Working notes: how the disorder shift of the soft mode in Pb1-xSnxTe responds when I change one thing

Model. One local polar coordinate uᵢ per primitive cell, static harmonic energy ½ uᵀDu, D = diag(aᵢ) + K. K is periodic with eigenvalues g q² on a Debye sphere, v q_D³ = 6π² (v = cell volume), W = g q_D². Each cell independently has a_A (Pb, probability 1−x) or a_B (Sn or Ge, probability x); Δ = a_B − a_A. Stiffnesses are divided by one fixed reference mass and quoted in meV² as (ħω)². The virtual crystal uses ā = (1−x)a_A + x a_B.

Bound. The normalised uniform vector e has Ke = 0, so eᵀDe = ā and the lowest eigenvalue of D is ≤ ā. For positive definite D, Cauchy–Schwarz gives (eᵀD⁻¹e)(eᵀDe) ≥ 1, so a_eff ≡ 1/⟨eᵀD⁻¹e⟩ ≤ ā too. These are different quantities. In an infinite sample the bottom of the spectrum is min(a_A, a_B), reached in rare large regions of the soft species (Lifshitz tail), which the quartic term has to stabilise. I follow a_eff, the inverse uniform susceptibility, perturbatively.

Expansion. With δᵢ = aᵢ − ā: ⟨δ⟩ = 0, ⟨δ²⟩ = x(1−x)Δ², ⟨δ³⟩ = x(1−x)(1−2x)Δ³. Through third order only repeated scattering on one site survives the average:

a_eff = ā − x(1−x)Δ² G00 + x(1−x)(1−2x)Δ³ G00² − …
G00(a) = v ∫ d³q/(2π)³ 1/(a + g q²) = (3/W)[1 − t·arctan(1/t)], t = √(a/W).

The integral needs the cutoff; G00(0) = 3/W. With aᵢ = α(T − Tᵢ) and a common α, ā = α(T − T_lin), T_lin = (1−x)T_A + xT_B. Call b = ā − a_eff. Setting a_eff = 0 gives Tc − T_lin = b/α, at second order x(1−x)Δ²·3/(Wα): positive for either sign of Δ.

For the single-site higher orders I use the CPA, ⟨(aᵢ − a_eff)/[1 + (aᵢ − a_eff)G]⟩ = 0 with G = G00(a_eff). Clearing denominators, with s = ΔG and y = bG:

y² + [1 + (1−2x)s] y − x(1−x)s² = 0, positive root.

It reproduces the second- and third-order terms above.

Inputs, approximate, for orientation only: α = 0.04 meV²/K, T_A = −80 K (PbTe, extrapolated), T_B = 100 K (SnTe, low hole density), W = 80 meV². I ascribe the whole end-member difference to on-site stiffness, which is an assumption. Then Δ = −7.2 meV², G00(0) = 0.0375 meV⁻², s = −0.27, and the second-order law is Tc − T_lin = 49 K·x(1−x).

Baseline x = 0.75: T_lin = 55 K, ⟨δ²⟩ = 9.7 meV⁴, second-order b = 0.36 meV², i.e. 9.1 K. CPA: 7.9 K, Tc = 63 K. Two leftovers. First, G00 has a √a cusp, so ā = a_eff + b(a_eff) has its minimum at small positive a_eff, and the self-consistent solution turns complex there, about π²b²/(16Wα) = 0.03 K below the nominal point: negligible. Second, the two-site term −⟨δ²⟩² Σ G(R)³ over R ≠ 0, with G(R) ≈ v/(4πgR) out to the correlation length ξ, is (π²/12)x(1−x)s² ln(ξ/r₀) relative to second order (r₀ of order the cell size), 1 % per unit of the logarithm. Two figures is my limit, and Tc means this harmonic criterion, without critical fluctuations.

Change 1: composition.
Reasoning: going to x = 0.5 multiplies x(1−x) by 4/3 and removes the third cumulant, so the shift rises and the two estimates should meet. Going to x = 0.9 lowers it, and the third-order term, of relative size (1−2x)s = 0.22, works against it: the minority sites are stiff Pb sites, which the mode can at most avoid.
Calculation (second order / CPA): x = 0.5: 12 / 12 K. x = 0.75: 9.1 / 7.9 K. x = 0.9: 4.4 / 3.6 K. The parabola is the leading form; the next term tilts it towards the side where the soft species is dilute.

Change 2: compression, split in two.
(a) Both aᵢ rise by the same η. Δ is untouched, and G00 is taken at a_eff = 0 whatever the temperature, so Tc and T_lin both fall by η/α and the bowing does not respond at all. Only d(a_B − a_A)/dP and dW/dP matter.
(b) W rises from 80 to 100 meV². Stiffer coupling between cells makes it costlier for the mode to concentrate on soft sites: expect −20 % from 1/W, slightly less in the CPA because the opposing third-order term shrinks faster. Calculation: 7.3 K at second order, 6.5 K in the CPA, which is −18 %.

Change 3: look at 300 K instead of at Tc.
Reasoning: a larger a in the denominator lowers G00, steeply because of the cusp, G00 ≈ (3/W)(1 − πt/2). Here ā = 9.8 meV², t = 0.35, and the cusp estimate leaves 0.45 of G00(0); the t² term is positive, so that is too low.
Calculation: the bracket is 0.57, G00 = 0.0213 meV⁻², b = 0.21 meV², equivalent to 5.2 K against 9.1 K at Tc. The third-order term trims this by 8 %. The TO energy √ā = 3.13 meV moves by −0.03 meV. Since b grows on cooling, ω²(T) curves downward, and the room-temperature softening understates the bowing of Tc.

Change 4: switch on the macroscopic dipole field.
Reasoning: the real coordinate is a polar vector, and its longitudinal component is stiffened by Λ = ω_LO² − ω_TO². A soft site polarises its surroundings through two soft branches out of three, so G00 falls to a little above 2/3 of the scalar value.
Calculation: for the matrix (a + gq²)·1 + Λ q̂q̂ the angular average gives G00 = ⅔G(a) + ⅓G(a+Λ), G being the scalar function above. With Λ = 180 meV² (approximate, taken q-independent, which is crude), t = 1.5, G(Λ)/G(0) = 0.118 and the factor is 0.71. Shift: 6.4 K at second order, 5.8 K in the CPA. This version is closer to a polar crystal; the scalar numbers elsewhere overstate the size accordingly.

Change 5: quantum saturation.
I replace T in aᵢ by the Barrett form θ(T) = T_s coth(T_s/T), with an illustrative T_s = 30 K. Reasoning: b is unchanged, but dθ/dT = (T_s/T)²/sinh²(T_s/T) < 1, so the same b buys more kelvin. The virtual crystal now has θ(Tc) = T_lin, which is already non-linear in x; bowing must be counted from that curve.
Calculation at x = 0.75: θ = 55 K gives 49 K, where the slope is 0.88, so I expect 7.9/0.88 = 9.0 K. θ = 62.9 K gives 58 K, a shift of 8.8 K. At T = 0, θ = T_s, a_A = 4.4 and a_B = −2.8 meV². At a_eff = 0 the CPA condition reads ā + G00(0) a_A a_B = 0, which moves the critical concentration from 0.61 (ā = 0) down to 0.55.

Change 6: Ge for Sn at x = 0.05.
Input: T_B = 700 K (GeTe, approximate), same α and W, classical. Then Δ = −31.2 meV², s = −1.17, T_lin = −41 K. Reasoning: Δ² scaling multiplies the Sn value at this x, 2.3 K, by (780/180)² = 19, giving 43 K. But (1−2x)s = −1.05: the third-order term has the same sign and size, so 43 K is far too small and the series is useless. Moreover |s| > 1 means that one Ge site binds a mode below the host band, at 1 + ΔG00(κ) = 0, where κ = 0.78 meV² is the depth below a_A.
Calculation: solving the quadratic with G = G00(a_eff) and minimising ā = a_eff + b gives the CPA edge at ā = 6.2 meV², 1.5×10² K above T_lin, near 1.1×10² K, more than three times the second-order shift. There a_eff = 1.1 meV² is still finite: the harmonic problem goes unstable before the uniform susceptibility diverges, through modes weighted on Ge sites. With the dipole factor of change 4, s = −0.83: no bound mode, but (1−2x)s = −0.74 still spoils the series. The sign is safe, the size is not. Once local modes freeze, Ge has to be treated as off-centre dipoles in anharmonic wells, and the x(1−x) law no longer applies.